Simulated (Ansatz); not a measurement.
S: energy above lowest point as volume scale varies

Results calculated with Ansatz 0.2.0, not measured. Free energy against uniform scaling of the volume at fixed shape and fractions; periodic cell, basis, potentials, k mesh and filling as listed.

The cell before it is scaled or strained (space group Fm-3m, No. 225):
```
S
1.0
      0.0000     1.9944     1.9944
      1.9944     0.0000     1.9944
      1.9944     1.9944     0.0000
S
1
Direct
  0.00000 0.00000 0.00000
```

Settings of every row: functional PBEsol; dispersion none; potentials all-electron LAPW; k mesh 12x12x12; k shift 0x0x0; occupations cold; smearing width 0.1 eV; spin none.

Limits: coarse k mesh, up to 40 meV an atom off; the cell comes from a prototype or a list of computed structures and needn't be the stable phase.

```
row  volume scale  V (Å³/atom)  energy above lowest point (meV/atom)
  1          0.94       14.914                                     0
  2          0.96       15.231                                   0.8
  3          0.98       15.549                                   5.2
  4             1       15.866                                  12.9
  5          1.02       16.183                                  23.6
  6          1.04       16.501                                     ?
  7          1.06       16.818                                  52.9
```

Question: what energy above lowest point should row 6 give?

Worked fit of energy above lowest point. Take u = (V_r/V)^(2/3) − 1 with V_r = 15.707 Å³ an atom, which is twice the finite (Eulerian) strain; such expansions in the strain, on which the Birch-Murnaghan equation of state is built, carry the rest volume and the bulk modulus. The shown rows have u = 0.03514, 0.02073, 0.00676, -0.00669, -0.01971, -0.04454. Least squares give energy above lowest point = 8.65 − 572.7 × u + 9360 × u² − 1941 × u³ meV/atom; a parabola predicts inner rows, each left out in turn, worse (root mean square 0.039 against 0.02 meV/atom). All shown rows lie on it to the printed digit. Its lowest point lies at u = 0.0309, or V = 15.01 Å³ an atom, and the curvature there gives the bulk modulus at fixed shape and fractions, B = (4/9)(1 + u)² E″(u)/V = 92.6 GPa. The withheld row has u = -0.03234, so the fit gives 8.65 − 572.7 × (-0.03234) + 9360 × (-0.03234)² − 1941 × (-0.03234)³ = 37.0 meV/atom.

The calculation gave 37 meV/atom. The fit meets it to the printed digit.
